**Question.** In papers on nonlinear TDDFT the second-order density response is written as a double commutator of density operators, and its sum-over-states form is said to have poles only at ground-to-excited energies. When I insert complete sets of states myself I get denominators like $\omega_1+\omega_2-(E_l-E_k)$ between two *excited* states, and also terms that look singular at zero frequency. Where do these go? I would like to see the full derivation, with the factor 1/2 and the signs fixed, and one example with numbers.

**Answer.** Two mechanisms are at work. Constants drop out of commutators, which removes the ground state from the intermediate sums and with it factors such as $1/\omega_2$. The excited-to-excited denominators cancel in pairs once the kernel is symmetrised in its two field arguments, and this includes their $k=l$ case, the remaining zero-frequency factor $1/(\omega_1+\omega_2)$. Both points are shown below.

## Premises and conventions

1. $\hat H(t)=\hat H_0+\hat V(t)$ with $\hat V(t)=\int d\mathbf r\,\hat n(\mathbf r)\,v(\mathbf r,t)$. Here $v$ is a real potential energy and $\hat n$ the density operator of $N$ electrons, with $N$ fixed.
2. $\hat H_0|k\rangle=E_k|k\rangle$. The ground state $|0\rangle$ is non-degenerate, so $\Omega_k=E_k-E_0>0$ for $k\neq0$. The spectrum is written as discrete.
3. $v\to0$ as $t\to-\infty$, where the system is in $|0\rangle$. The evolution is unitary: no bath, no damping.
4. The density is expanded in powers of $v$: $n=n_0+n_1+n_2+\dots$
5. $\hbar=1$, so frequencies are energies. In the time domain, each $-i$ stands for $-i/\hbar$.

Operators with a time argument are in the interaction picture, $\hat O(t)=e^{i\hat H_0t}\hat O e^{-i\hat H_0t}$, and $\langle\cdot\rangle=\langle0|\cdot|0\rangle$. The shorthand $1=(\mathbf r_1,t_1)$, $2=(\mathbf r_2,t_2)$ is used. The kernel is defined by

$$n_2(\mathbf r t)=\tfrac12\int d1\,d2\;\chi^{(2)}(\mathbf rt;1,2)\,v(1)\,v(2),\qquad \chi^{(2)}(\mathbf rt;1,2)=\chi^{(2)}(\mathbf rt;2,1),$$

which makes $\chi^{(2)}=\delta^2 n/\delta v(1)\delta v(2)$ at $v=0$.

## Step 1: the nested commutator

The interaction-picture density matrix obeys $i\,\partial_t\hat\rho=[\hat V(t),\hat\rho]$ with $\hat\rho(-\infty)=\hat\rho_0=|0\rangle\langle0|$, and $\hat V(t)=\int d\mathbf r\,\hat n(\mathbf rt)v(\mathbf rt)$. Integrate once, $\hat\rho(t)=\hat\rho_0-i\int_{-\infty}^t dt_1[\hat V(t_1),\hat\rho(t_1)]$, and insert this equation into its own right side. The second-order part is

$$\hat\rho_2(t)=(-i)^2\int_{-\infty}^{t}dt_1\int_{-\infty}^{t_1}dt_2\,[\hat V(t_1),[\hat V(t_2),\hat\rho_0]].$$

Cyclic invariance of the trace gives $\mathrm{Tr}(A[B,C])=\mathrm{Tr}([A,B]C)$. Applying it twice to $n_2=\mathrm{Tr}(\hat n(\mathbf rt)\hat\rho_2)$ moves both commutators onto the density:

$$n_2(\mathbf rt)=\int d1\,d2\;K(\mathbf rt;1,2)\,v(1)v(2),$$
$$K(\mathbf rt;1,2)=(-i)^2\theta(t-t_1)\theta(t_1-t_2)\,\langle[[\hat n(\mathbf rt),\hat n(1)],\hat n(2)]\rangle .$$

Since $v(1)v(2)$ is symmetric, renaming the integration variables shows that $K(1,2)$ may be replaced by $\tfrac12[K(1,2)+K(2,1)]$. Comparison with the definition gives

$$\boxed{\chi^{(2)}(\mathbf rt;1,2)=(-i)^2\theta(t-t_1)\theta(t_1-t_2)\langle[[\hat n(\mathbf rt),\hat n(1)],\hat n(2)]\rangle+(1\leftrightarrow2)}$$

The part of $K$ that is antisymmetric in $1\leftrightarrow2$ contributes nothing to $n_2$. Any singularity that lives only in that part is not observable.

## Step 2: remove the ground state from the intermediate sums

Let $\bar n(\mathbf r)=\hat n(\mathbf r)-\langle\hat n(\mathbf r)\rangle$. A number commutes with everything, so each $\hat n$ in the double commutator can be replaced by $\bar n$. With $A=\bar n(\mathbf rt)$, $B=\bar n(1)$, $C=\bar n(2)$,

$$[[A,B],C]=ABC-BAC-CAB+CBA .$$

Insert $\sum_k|k\rangle\langle k|$ and $\sum_l|l\rangle\langle l|$ between the factors. Every term has the form $\langle0|X|k\rangle\langle k|Y|l\rangle\langle l|Z|0\rangle$. Because $\langle0|\bar n|0\rangle=0$, the values $k=0$ and $l=0$ drop out. For $k,l\ne0$ the outer elements of $\bar n$ equal those of $\hat n$, while the middle one keeps the subtraction. Define

$$N_{kl}(a,b,c)=\langle0|\hat n(\mathbf r_a)|k\rangle\,\langle k|\hat n(\mathbf r_b)-\langle\hat n(\mathbf r_b)\rangle|l\rangle\,\langle l|\hat n(\mathbf r_c)|0\rangle,\qquad \mathbf r_0\equiv\mathbf r .$$

This settles one part of the zero-frequency question. If you keep $\hat n$ instead of $\bar n$, the terms with $k=0$ or $l=0$ carry factors such as $1/\omega_2$, and they must add up to the $-\langle\hat n\rangle\delta_{kl}$ piece, because the two commutators are identical. In that piece $1/\omega_2$ no longer occurs. A factor $1/(\omega_1+\omega_2)$ survives in terms with $k=l$, and Step 4 removes it.

## Step 3: time dependence and Fourier transform

Use $\langle m|\hat O(t)|n\rangle=e^{i(E_m-E_n)t}\langle m|\hat O|n\rangle$ and set $\tau_1=t-t_1$, $\tau_2=t_1-t_2$, both positive in $K$. The phases are

- $ABC$: $e^{-i\Omega_kt}e^{i(\Omega_k-\Omega_l)t_1}e^{i\Omega_lt_2}=e^{-i\Omega_k\tau_1}e^{-i\Omega_l\tau_2}$
- $BAC$: $e^{-i\Omega_kt_1}e^{i(\Omega_k-\Omega_l)t}e^{i\Omega_lt_2}=e^{i(\Omega_k-\Omega_l)\tau_1}e^{-i\Omega_l\tau_2}$
- $CAB$: $e^{-i\Omega_kt_2}e^{i(\Omega_k-\Omega_l)t}e^{i\Omega_lt_1}=e^{i(\Omega_k-\Omega_l)\tau_1}e^{i\Omega_k\tau_2}$
- $CBA$: $e^{-i\Omega_kt_2}e^{i(\Omega_k-\Omega_l)t_1}e^{i\Omega_lt}=e^{i\Omega_l\tau_1}e^{i\Omega_k\tau_2}$

Only time differences appear. Write the perturbation as a sum of components $v(\mathbf r,t)=\sum_j v_j(\mathbf r)e^{-iz_jt}$ with $z_j=\omega_j+i\eta$, $\eta>0$; the common factor $e^{\eta t}$ implements premise 3. The transform

$$\chi^{(2)}(z_1,z_2)=\int dt_1dt_2\,\chi^{(2)}\,e^{iz_1(t-t_1)+iz_2(t-t_2)}$$

then gives $n_2=\tfrac12\sum_{j,j'}e^{-i(z_j+z_{j'})t}\int\!\!\int\chi^{(2)}(z_j,z_{j'})\,v_jv_{j'}$. In $K$ the exponent is $i(z_1+z_2)\tau_1+iz_2\tau_2$. Each integral is $\int_0^\infty d\tau\,e^{i(z-\Omega)\tau}=i/(z-\Omega)$ for $\mathrm{Im}\,z>0$, and the prefactors combine to $(-i)^2i^2=1$. With $z_{12}=z_1+z_2$,

$$K(z_1,z_2)=\sum_{k,l\neq0}\Big[\frac{N_{kl}(0,1,2)}{(z_{12}-\Omega_k)(z_2-\Omega_l)}-\frac{N_{kl}(1,0,2)}{(z_{12}+\Omega_k-\Omega_l)(z_2-\Omega_l)}-\frac{N_{kl}(2,0,1)}{(z_{12}+\Omega_k-\Omega_l)(z_2+\Omega_k)}+\frac{N_{kl}(2,1,0)}{(z_{12}+\Omega_l)(z_2+\Omega_k)}\Big].$$

The second and third terms contain the denominators you found. For $k=l$ they reduce to $z_{12}$, so these terms, including their $-\langle\hat n(\mathbf r)\rangle\delta_{kl}$ piece, are singular at zero sum frequency.

## Step 4: the cancellation

Now add the partner with $(\mathbf r_1,z_1)\leftrightarrow(\mathbf r_2,z_2)$. The third term turns into one with numerator $N_{kl}(1,0,2)$, the same numerator as the second term of the original. Their sum is

$$-\frac{N_{kl}(1,0,2)}{z_{12}+\Omega_k-\Omega_l}\Big[\frac1{z_2-\Omega_l}+\frac1{z_1+\Omega_k}\Big]=-\frac{N_{kl}(1,0,2)}{(z_1+\Omega_k)(z_2-\Omega_l)},$$

because the bracket equals $(z_1+z_2+\Omega_k-\Omega_l)/[(z_2-\Omega_l)(z_1+\Omega_k)]$. The same happens for $N_{kl}(2,0,1)$. For $k=l$ this also removes the factor $1/z_{12}$. The reason is visible in the time domain: when the observed density stands in the middle, one field acts on the bra and the other on the ket, their time order is irrelevant, and $\theta(t_1-t_2)+\theta(t_2-t_1)=1$ lets the two time integrals factorise. Eight terms become six:

$$\chi^{(2)}(\mathbf r;\mathbf r_1z_1,\mathbf r_2z_2)=\sum_{k,l\ne0}\Big[\frac{N_{kl}(0,1,2)}{(z_{12}-\Omega_k)(z_2-\Omega_l)}+\frac{N_{kl}(0,2,1)}{(z_{12}-\Omega_k)(z_1-\Omega_l)}+\frac{N_{kl}(2,1,0)}{(z_2+\Omega_k)(z_{12}+\Omega_l)}+\frac{N_{kl}(1,2,0)}{(z_1+\Omega_k)(z_{12}+\Omega_l)}-\frac{N_{kl}(1,0,2)}{(z_1+\Omega_k)(z_2-\Omega_l)}-\frac{N_{kl}(2,0,1)}{(z_2+\Omega_k)(z_1-\Omega_l)}\Big].$$

Defining $z_0=-z_1-z_2$, the six terms are the six permutations of the labels:

$$\boxed{\chi^{(2)}=\sum_{(a,b,c)\in\mathrm{perm}(0,1,2)}\ \sum_{k,l\neq0}\frac{N_{kl}(a,b,c)}{(-z_a-\Omega_k)(z_c-\Omega_l)}}$$

## What the result says

**Poles.** Every denominator is $z_1\mp\Omega$, $z_2\mp\Omega$ or $z_1+z_2\mp\Omega$ with $\Omega$ a ground-to-excited energy. As $\eta\to0^+$ the singularities are at $\omega_1$, $\omega_2$ or $\omega_1+\omega_2=\pm\Omega_k$ and nowhere else. The function is analytic for $\mathrm{Im}\,z_1>0$, $\mathrm{Im}\,z_2>0$, as causality requires. Two factors can vanish together, so along a line such as $\omega_2=-\omega_1$ a double pole occurs at $\omega_1=\pm\Omega_k$.

**Excited-state information.** It sits in the numerators. The double residue at $z_1=-\Omega_k$, $z_2=\Omega_l$ comes from the fifth term and equals $-N_{kl}(1,0,2)$, provided the levels are non-degenerate and $\Omega_l-\Omega_k$ is not itself $\pm$ an excitation energy. For $k\neq l$ it contains the transition density $\langle k|\hat n(\mathbf r)|l\rangle$; for $k=l$ the density difference between state $k$ and the ground state.

**Particle number.** $\int d\mathbf r\,\bar n(\mathbf r)=\hat N-N=0$, so $\chi^{(2)}$ integrates to zero over any of its three positions.

**Static limit.** For $z_1=z_2=0$ and contraction of all three positions with one function $w(\mathbf r)$, with $\hat W=\int w\,\hat n$, the six terms are equal and give $6\sum_{k,l\ne0}W_{0k}\bar W_{kl}W_{l0}/(\Omega_k\Omega_l)$. The sum is the third-order Rayleigh–Schrödinger energy, so this is $d^3E_0/d\lambda^3$ for $\hat H_0+\lambda\hat W$. That agrees with Hellmann–Feynman: $\langle\hat W\rangle=dE_0/d\lambda$ has the second-order term $\tfrac12E_0'''\lambda^2$.

**Relation to TDDFT.** Nothing above refers to the interaction, so the formula holds for the interacting system with its many-body states, and for a Kohn–Sham system in a fixed potential with its determinants. Exact TDDFT must return the interacting $\chi^{(2)}$, which makes this pole structure a condition against which approximate kernels can be tested. For one electron the exact Hartree and exchange-correlation potentials cancel and the two functions coincide.

## Range of validity

- *Non-degenerate initial eigenstate.* A degenerate partner of $|0\rangle$ enters the sums with $\Omega=0$ and brings back singularities at zero frequency.
- *Zero temperature.* For an isolated system in a mixture with populations $p_n$, Step 1 is linear in $\hat\rho_0$ and the later steps apply to each non-degenerate $|n\rangle$ in turn. The result is $\sum_np_n\chi^{(2)}_n$, with poles at $\pm(E_k-E_n)$. Excited-to-excited poles then appear with weight $p_n$.
- *No ad hoc damping.* Step 4 needs the imaginary part of the first denominator to be the sum of the other two. If widths $\gamma_{k}$, $\gamma_{l}$, $\gamma_{kl}$ are put in by hand, the cancellation survives only for $\gamma_{kl}=\gamma_k+\gamma_l$.
- *Discrete spectrum.* In a continuum the sums become integrals and the poles merge into branch cuts along the same lines.
- *Truncation at second order.* For bounded $v$ the iteration in Step 1 converges, since $\|\hat V\|\le N\max|v|$, at any finite time after a switch-on. Stopping at second order in a steady drive needs the couplings $|V_{kl}|$ to be small compared with the detunings, including those of higher-order multiphoton resonances. On resonance $\eta\to0$ cannot be taken.
- *Scalar potentials only.* A vector potential adds current operators and a term quadratic in the field.

## Illustration: a box with a linear tilt

Take one electron of mass $m$ in $0<x<L$ with hard walls. Let $\xi=x/L-\tfrac12$ and $\varepsilon=\hbar^2\pi^2/(2mL^2)$. In units of $\varepsilon$,

$$H_0=-\frac1{\pi^2}\frac{d^2}{d\xi^2}+g\,\xi,\qquad v=f(t)\,\xi .$$

As inputs choose $L=10$ nm, $m=0.067\,m_e$ (a typical GaAs conduction-band value, which only sets the energy scale; finite barriers are not modelled) and $g=2$. Then $\varepsilon=56.12$ meV and the tilt is 112 meV across the box, a field of 112 kV/cm. The observable is the first moment of the density, so $\chi^{(2)}$ is contracted with $\xi$ in all three positions:

$$B(\omega_1,\omega_2)=\sum_{\mathrm{perm}}\sum_{k,l\ne0}\frac{\xi_{0k}\bar\xi_{kl}\xi_{l0}}{(-\omega_a-\Omega_k)(\omega_c-\Omega_l)},\qquad\bar\xi_{kl}=\xi_{kl}-\xi_{00}\delta_{kl}.$$

At $g=0$ the states have definite parity, a product of three odd operators has zero expectation value, and $B=0$. The tilt is what makes it finite.

In the basis $\sqrt{2/L}\sin(p\pi x/L)$ the kinetic energy is $p^2$, and $\langle p|\xi|q\rangle=-8pq/[\pi^2(p^2-q^2)^2]$ for odd $p+q$, zero otherwise. Diagonalising with 16 functions, and fixing phases so that the largest coefficient of each state is positive, gives $E_0=0.9570$, $\Omega_1=3.0556$ (171.5 meV), $\Omega_2=8.0507$ (451.8 meV) and

$$\xi_{00}=-0.04265,\quad\bar\xi_{11}=0.05493,\quad\bar\xi_{22}=0.05033,\quad\xi_{01}=-0.17751,\quad\xi_{02}=-0.01031,\quad\xi_{12}=-0.19404 .$$

All elements are real. With $M(z,z')=\sum_{k,l\neq0}\xi_{0k}\bar\xi_{kl}\xi_{l0}/[(z-\Omega_k)(z'-\Omega_l)]=M(z',z)$, the six terms collect into

$$B(0,0)=6M(0,0),\qquad B(\omega,\omega)=2[M(2\omega,\omega)+M(-2\omega,-\omega)+M(-\omega,\omega)],$$
$$B(\omega,-\omega)=2M(0,\omega)+2M(0,-\omega)+M(\omega,\omega)+M(-\omega,-\omega).$$

In the static case the $k=l=1$ term is $6\xi_{01}^2\bar\xi_{11}/\Omega_1^2=1.112\times10^{-3}$. The pair $(k,l)=(1,2),(2,1)$ gives $12\,\xi_{01}\xi_{12}\xi_{02}/(\Omega_1\Omega_2)=-0.173\times10^{-3}$, and $k=l=2$ adds $0.0005\times10^{-3}$. For $\omega=1$, that is $\hbar\omega=\varepsilon$, the values of $10^3B$ are:

| states $k,l$ kept | $B(0,0)$ | $B(\omega,-\omega)$ | $B(\omega,\omega)$ |
|---|---|---|---|
| 1 | 1.11 | 1.35 | 2.18 |
| 1, 2 | 0.940 | 1.15 | 1.93 |
| all | 0.933 | 1.15 | 1.92 |

The leading term is carried by the shift of the mean position between states 0 and 1, and the main correction by the excited-to-excited element $\xi_{12}$. The second-harmonic entry is the largest because $2\omega$ approaches $\Omega_1$; its first pole is at $\omega=\Omega_1/2=1.528$, or 85.7 meV. There is none at $\omega_1+\omega_2=\Omega_2-\Omega_1=4.9951$. At 300 K such a pole would enter with the Boltzmann factor $e^{-\Omega_1\varepsilon/k_BT}=1.3\times10^{-3}$.

The static entry can be tested without any sum over states. With $\kappa=(\pi^2g)^{1/3}$ and $y=\kappa(\xi-E/g)$ the Schrödinger equation becomes Airy's equation $\psi''=y\psi$, and the walls require $\mathrm{Ai}(y_-)\mathrm{Bi}(y_+)=\mathrm{Ai}(y_+)\mathrm{Bi}(y_-)$ with $y_\pm=\kappa(\pm\tfrac12-E/g)$. The difference quotient $[E_0(g+2s)-2E_0(g+s)+2E_0(g-s)-E_0(g-2s)]/2s^3$ of the lowest root, with $s=0.1$, gives $0.933\times10^{-3}$, equal to $B(0,0)$ in sign, factor and digits.

For a drive $f(t)=f_0\cos\omega t$ the two components have amplitude $f_0/2$. The four pairs $(j,j')$ in the expression for $n_2$, with $B(-\omega,-\omega)=B(\omega,\omega)$ off resonance, give

$$\langle x\rangle_2=L\,\frac{f_0^2}{4}\big[B(\omega,-\omega)+B(\omega,\omega)\cos2\omega t\big].$$

A probe amplitude of 1 kV/cm drops 1 meV across the box, so $f_0=0.0178$. The rectified shift is $9.1\times10^{-7}$ nm and the second-harmonic amplitude $1.5\times10^{-6}$ nm. For scale, the linear response $\chi=\sum_k\xi_{0k}^2[1/(\omega-\Omega_k)-1/(\omega+\Omega_k)]=-0.0232$ gives an oscillation of amplitude $L f_0|\chi|=0.0041$ nm. The first neglected contribution at frequencies $0$ and $2\omega$ is of fourth order in $f_0$. It has two more couplings of size up to about $f_0|\xi_{12}|/2=0.0017$ and two more denominators. At $2\omega$ the fields are $(\omega,\omega,\omega,-\omega)$, one denominator can be the three-photon detuning $\Omega_1-3\omega=0.056$ and the other is of order one, so the relative size is of order $5\times10^{-5}$. At zero frequency the fields are $(\omega,\omega,-\omega,-\omega)$, whose partial sums are only $0$, $\pm\omega$ and $\pm2\omega$. The smallest detuning from an excitation energy is then $\Omega_1-2\omega=1.056$, and the relative size is of order $3\times10^{-6}$. A non-perturbative Floquet diagonalisation of the driven Hamiltonian with harmonics $-3$ to $3$ at this $f_0$ returns the same $9.1\times10^{-7}$ nm and $1.5\times10^{-6}$ nm.